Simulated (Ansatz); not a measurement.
A series in volume scale on Ta

Free energy against uniform scaling of the volume at fixed shape and fractions; periodic cell, basis, potentials, k mesh and filling as listed. The results are calculated, by Ansatz 0.2.0.

The cell before it is scaled or strained (space group Im-3m, No. 229):
```
Ta
1.0
     -1.6513     1.6513     1.6513
      1.6513    -1.6513     1.6513
      1.6513     1.6513    -1.6513
Ta
1
Direct
  0.00000 0.00000 0.00000
```

Settings of every row: functional PBE; dispersion none; potentials all-electron LAPW; k mesh 14x14x14; k shift 0x0x0; occupations methfessel paxton; smearing width 0.15 eV; spin none.

Limits: no spin-orbit coupling, which can matter with elements this heavy.

```csv
row,volume scale,V (Å³/atom),energy above lowest point (meV/atom)
1,0.92,16.57,113.9
2,0.96,17.291,34.1
3,1,18.011,0
4,1.04,18.731,?
5,1.08,19.452,40.7
```

Question: what energy above lowest point should row 4 give?

Worked fit of energy above lowest point. Take u = (V_r/V)^(2/3) − 1 with V_r = 17.651 Å³ an atom, which is twice the finite (Eulerian) strain; such expansions in the strain, on which the Birch-Murnaghan equation of state is built, carry the rest volume and the bulk modulus. The shown rows have u = 0.04303, 0.01383, -0.01337, -0.06272. Least squares give energy above lowest point = 11.78 + 1221.7 × u + 26819 × u² meV/atom; a straight line predicts inner rows, each left out in turn, worse (root mean square 47 against 0.6 meV/atom). The rows lie off it by -0.1, 0.3, -0.2, 0.0. Its lowest point lies at u = -0.0228, or V = 18.27 Å³ an atom, and the curvature there gives the bulk modulus at fixed shape and fractions, B = (4/9)(1 + u)² E″(u)/V = 200 GPa. The withheld row has u = -0.03882, so the fit gives 11.78 + 1221.7 × (-0.03882) + 26819 × (-0.03882)² = 4.8 meV/atom.

The calculation gave 4.4 meV/atom. The fit lies 0.4 meV/atom (9.1 % of the value, 0.35 % of the column's range) above it; its largest miss of a shown row is 0.3 meV/atom.
